# Reading the end of a bond from its last two forces

## The question

A fluorine layer is lifted off a tantalum slab in steps, and the last known step still leaves the fluorine well within reach of the metal. How far will the energy rise if the layer is lifted by one more ångström, and how hard will the slab still pull? The energies show a curve that bends, but not where it levels off. The forces add the slope at each height, and the forecast below is built on them.

Fluorine above a rigid four-layer fcc Ta(100) slab, one F per surface cell, computed with Ansatz 0.2.0 (plane-wave PAW, PBEsol, scalar-relativistic, no spin polarisation). Cutoff 420 eV, k mesh 10×10×1, Gaussian smearing of 0.1 eV, dipole correction along the normal. Energies are extrapolated to zero smearing and count from the lowest point of the scan.

```csv
height (Å),energy (eV),force along normal (eV/Å)
0.955,2.890,11.303
1.205,0.788,5.584
1.505,0.000,0.000
1.805,0.534,-3.153
2.205,2.098,-4.221
2.705,3.964,-2.868
3.505,5.362,-0.954
4.505,?,?
```

Height is measured from the highest atom of the slab, and energy from the lowest point of the scan. The force along normal is minus the slope of the energy with height, so a negative value pulls fluorine back towards the metal. The slab is four atomic planes of face-centred cubic tantalum, not the body-centred form of the ordinary metal, and it is held rigid. Each cell carries one fluorine, so a whole layer rises together, and the curve is not that of a single atom leaving a bare surface.

## Where the pull comes from

At the minimum, fluorine sits above the midpoint of a Ta–Ta edge, with two tantalum neighbours at 2.11 Å. Pushed inward, it meets the repulsion of filled shells, which rises steeply. Pulled outward, it loses bonding, which happens more gently. At 0.30 Å from the minimum the inward push is met by a force 1.8 times as large as the outward pull.

On the way out the pull first grows, because the bond is being stretched away from its balance point. Then it weakens, because there is less and less bond left to stretch. Among the known rows it is strongest at 2.205 Å. Beyond that height the question is how fast the remaining bond fades.

Theory suggests an answer. Outside a metal the electron waves die away exponentially, and the bonding depends on how far the waves of metal and fluorine overlap. For a work function of a few electronvolts, the wave itself falls at roughly 1 per Å and its square at roughly 2 per Å. The pull should therefore fade at a rate somewhere in that region.

## Two forces give the rate

The rows at 2.705 and 3.505 Å both lie beyond the strongest pull. If the force fades exponentially between them, its decay rate is

ln(2.868 / 0.954) / 0.800 Å = 1.376 per Å.

This lies inside the range that the overlap argument suggests. The energy offers a check, since it was not used to find the rate. The area under an exponential force is the difference of its end values divided by the rate:

(2.868 − 0.954) / 1.376 = 1.391 eV.

The table gives 5.362 − 3.964 = 1.398 eV for the same step, which agrees to within 1 %. A straight line between the two forces would give 1.529 eV, about 9 % too much. The force curve therefore sags between the two rows much as an exponential does. The agreement should not be read more finely than this. The forces are slopes of the smeared free energy, while the table holds energies at zero smearing, and the offset between the two shifts by about 0.005 eV between the minimum and 2.705 Å. The check tests the shape of the curve, not its cause.

The exponential does not hold everywhere. Between 2.205 and 2.705 Å the same formula gives only ln(4.221 / 2.868) / 0.500 = 0.77 per Å, because the pull has just passed its peak there. The rate has thus been rising, but the close energy check suggests that it changed little over the last known step. Whether it holds beyond 3.505 Å, the known rows cannot show.

## The forecast for 4.505 Å

Carried on for one more ångström at the same rate, the pull falls to

0.954 × e^(−1.376) = 0.241 eV/Å,

about a quarter of its value at 3.505 Å. The energy rises by

(0.954 − 0.241) / 1.376 = 0.518 eV,

much less than over the step before. Added to 5.362 eV, this gives the forecast:

- energy: 5.88 ± 0.12 eV
- force along normal: −0.24 ± 0.12 eV/Å

The ranges cover decay rates from about 1 to 2 per Å, slightly widened. They are a judgement, not a statistical interval.

## A second opinion from the whole outer curve

The Morse curve is the usual simple picture of a stretched bond. It has the form D(1 − e^(−a·x))², where D is the depth, a sets the decay and x is the stretch from the minimum. The two constants were fitted to the energies of the four known rows outside the minimum. The choice that matters is what to call the stretch.

One can use the height, or the F–Ta distance. They differ because fluorine sits over a bridge, with the two tantalum atoms off to the sides. The first 0.30 Å of lift lengthens each bond by only about 0.22 Å, whereas far out the bonds point almost straight down and lengthen nearly as fast as the layer rises. A curve written in height mixes this change of angle with the fading of the bond.

The two versions disagree about the next row. The bond-length curve gives 5.96 eV, inside the forecast range, and the height curve gives 6.13 eV, above it. The bond-length version also follows the fitted rows better, with a typical miss of 0.05 eV against 0.08 eV. Neither is firmly pinned down by four rows: when one is left out, the bond-length curve typically misses it by 0.2 eV.

## The computed row

The withheld rows as computed:

```csv
height (Å),energy (eV),force along normal (eV/Å)
4.505,5.896,-0.257
```

Both forecasts hold. The energy is 0.016 eV above the forecast, which is 3 % of the rise over this last step. The pull is stronger than forecast by 0.016 eV/Å, or 6 % of its computed value. Both misses are far smaller than the stated ranges, although a single row can't show whether those ranges were too generous.

The two misses have largely the same origin. The pull kept 27 % of its earlier strength instead of the forecast 25 %, so it faded slightly more slowly, at ln(0.954 / 0.257) / 1.000 = 1.31 per Å. A pull that lasts longer does more work, and the energy ends a little higher. The rise in the decay rate seen just beyond the peak had therefore stopped.

This is also where the Morse picture falls short. The bond-length curve ends only 0.07 eV too high, but at 3.505 Å its pull is 1.08 eV/Å where the calculation has 0.95. From there its force falls faster than the computed one and arrives at a pull of 0.250 eV/Å at 4.505 Å. That is closer to the computed 0.257 than the exponential forecast came, but it is reached from too high a start, so the shape of the tail is wrong. The height curve ends 0.23 eV too high, which supports the bond length as the better measure of stretch for this bridge site.

The inner rows, which were left out of the fits, point the same way. At 0.955 Å the height curve gives more than twice the computed energy, while the bond-length curve is too high by 0.8 eV. Pressing fluorine down between two tantalum atoms shortens the bonds more slowly than it lowers the layer. That accounts for much of the difference, but the remaining error shows that a Morse curve fitted to the outer rows does not carry over to the wall.

## What the tail does and does not tell

The exponential describes the tail well, but it does not prove that overlap alone is at work. Fluorine takes electrons from tantalum, and a charged layer is attracted to the metal. The work function hints at this charge: on the fluorine side it rises strongly as the layer goes from 1.205 to 1.505 Å, as expected when negative charge moves outwards. If the charge of such a dense layer stayed fixed, that attraction would hardly change with height, so an electrostatic part can fade only if charge flows back to the slab. No charges are available for the outer rows, and the two causes cannot be separated here.

Nor is the last energy the cost of removing a fluorine atom. The slab still pulls at 4.505 Å, so the curve has not levelled off, and each lifted fluorine keeps its neighbours in the layer at 2.953 Å. More seriously, a free fluorine atom has an unpaired electron, while the calculation gives both spins the same density. This puts the lifted end too high by an amount that the table does not give. Functionals such as PBEsol are also expected to share electrons too easily between separated parts, which can leave a false charge on the lifted fluorine and alter the tail. The exchange–correlation potential is flagged as rough where the density is thin, and PBEsol was used with PAW datasets made for PBE. The close forecast therefore shows that the computed curve continues smoothly, not that its tail is accurate.

For a similar lifting curve, the lesson is to look first for the strongest pull. Two forces beyond it give a decay rate, and the energy step between them shows whether an exponential is a fair description. If it is, and if the rate holds further out, the last force divided by the rate estimates the climb still to come on that same curve. Here only one further step of 1 Å was tested, not the whole climb, and the rate fell slightly over it. A tail that fades more slowly than an exponential, as expected if charge flows back gradually, would make that estimate too low. The full fits and misses are in the output printed below.

Numerical output:

```
F-Ta distance at the energy minimum, Å: 2.108
inward over outward force size, 0.30 Å either side of the minimum: 1.771
decay rate of the pull from 2.705 to 3.505 Å, per Å: 1.376
energy step 2.705 to 3.505 Å from the exponential force, eV: 1.391
the same energy step in the table, eV: 1.398
FORECAST energy at 4.505 Å (error bar 0.12), eV: 5.88
FORECAST force at 4.505 Å (error bar 0.12), eV/Å: -0.241
energy at 4.505 Å if the decay rate were 1 per Å, eV: 5.965
energy at 4.505 Å if the decay rate were 2 per Å, eV: 5.774
fit of energy on 4 rows (height > 1.6): coefficient of (1 - exp(-s*(bond - b0)))**2 6.123 +/- 0.059, s 1.642; rms 0.048, worst 2.705 -0.0678, leave-one-out rms 0.199
  rows outside the fit (model, value, miss): 0.955 3.688, 2.89, 0.798; 1.205 0.9526, 0.788, 0.165; 1.505 0, 0, 0; 4.505 5.961, 5.896, 0.0655
fit of energy on 4 rows (height > 1.6): coefficient of (1 - exp(-s*(height - h0)))**2 6.434 +/- 0.1, s 1.24; rms 0.0796, worst 2.705 -0.108, leave-one-out rms 0.336
  rows outside the fit (model, value, miss): 0.955 6.152, 2.89, 3.26; 1.205 1.307, 0.788, 0.519; 1.505 0, 0, 0; 4.505 6.126, 5.896, 0.23
force from the bond-length Morse curve at 1.805, 2.205, 2.705, 3.505, 4.505 Å, eV/Å: -3.312, -4.036, -2.848, -1.076, -0.2503
COMPUTED energy at 4.505 Å, eV: 5.896
forecast less computed energy, eV: -0.01578
COMPUTED force at 4.505 Å, eV/Å: -0.257
forecast less computed force, eV/Å: 0.016
computed energy rise from 3.505 to 4.505 Å, eV: 0.534
computed share of the 3.505 Å pull left at 4.505 Å: 0.2694
```
